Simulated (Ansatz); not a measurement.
BaLiF3: pressure and energy above lowest point against volume scale

Free energy against uniform scaling of the volume at fixed shape and fractions; periodic cell, basis, potentials, k mesh and filling as listed. The results are calculated, by Ansatz 0.2.0.

The cell before it is scaled or strained (space group Pm-3m, No. 221):
```
cell vectors (Å)
   4.0019     0.0000     0.0000
   0.0000     4.0019     0.0000
   0.0000     0.0000     4.0019
atoms (fractions of the cell vectors)
Ba  0.00000  0.00000  0.00000
Li  0.50000  0.50000  0.50000
F   0.00000  0.50000  0.50000
F   0.50000  0.50000  0.00000
F   0.50000  0.00000  0.50000
```

Settings of every row: functional r2SCAN; dispersion D3(BJ); potentials norm-conserving; wave cutoff 1250 eV; density cutoff 5000 eV; k mesh 4x4x4; k shift 0x0x0; occupations fixed; smearing width 0 eV; spin none; SCF threshold exponent -7.

Limits: dispersion damping borrowed; stress loosely converged; no spin-orbit coupling, which can matter with elements this heavy; the cell comes from a prototype or a list of computed structures and needn't be the stable phase.

| row | volume scale | V (Å³/atom) | pressure (GPa) | energy above lowest point (meV/atom) |
| --- | --- | --- | --- | --- |
| 1 | 0.9406 | 12.057 | 2.74 | 3.1 |
| 2 | 0.9703 | 12.438 | -0.03 | 0 |
| 3 | 1 | 12.818 | -2.36 | 2.9 |
| 4 | 1.0297 | 13.199 | ? | ? |
| 5 | 1.0594 | 13.58 | -5.96 | 23.2 |

Question: what pressure and energy above lowest point should row 4 give?

Worked fit of pressure. Take u = (V_r/V)^(2/3) − 1 with V_r = 12.628 Å³ an atom, which is twice the finite (Eulerian) strain; such expansions in the strain, on which the Birch-Murnaghan equation of state is built, carry the rest volume and the bulk modulus. The shown rows have u = 0.03133, 0.01016, -0.00991, -0.0473. Least squares give pressure = −1.244 + 116.21 × u + 349.3 × u² GPa; a straight line predicts inner rows, each left out in turn, worse (root mean square 0.34 against 0.0046 GPa). All shown rows lie on it to the printed digit. The pressure vanishes at u = 0.0104, or V = 12.43 Å³ an atom, and there the bulk modulus at fixed shape and fractions is B = −V dP/dV = (2/3)(1 + u) dP/du = 83.2 GPa. The withheld row has u = -0.02905, so the fit gives −1.244 + 116.21 × (-0.02905) + 349.3 × (-0.02905)² = -4.33 GPa.

The calculation gave -4.31 GPa. The fit lies 0.02 GPa (0.23 % of the column's range) below it; its largest miss of a shown row is 0.00 GPa.

Worked fit of energy above lowest point. Take u = (V_r/V)^(2/3) − 1 with V_r = 12.628 Å³ an atom, which is twice the finite (Eulerian) strain; such expansions in the strain, on which the Birch-Murnaghan equation of state is built, carry the rest volume and the bulk modulus. The shown rows have u = 0.03133, 0.01016, -0.00991, -0.0473. Least squares give energy above lowest point = 0.77 − 144.4 × u + 6976 × u² meV/atom; a straight line predicts inner rows, each left out in turn, worse (root mean square 6.8 against 0.043 meV/atom). All shown rows lie on it to the printed digit. Its lowest point lies at u = 0.0103, or V = 12.43 Å³ an atom, and the curvature there gives the bulk modulus at fixed shape and fractions, B = (4/9)(1 + u)² E″(u)/V = 81.6 GPa. The withheld row has u = -0.02905, so the fit gives 0.77 − 144.4 × (-0.02905) + 6976 × (-0.02905)² = 10.9 meV/atom.

The calculation gave 10.9 meV/atom. The fit meets it to the printed digit.
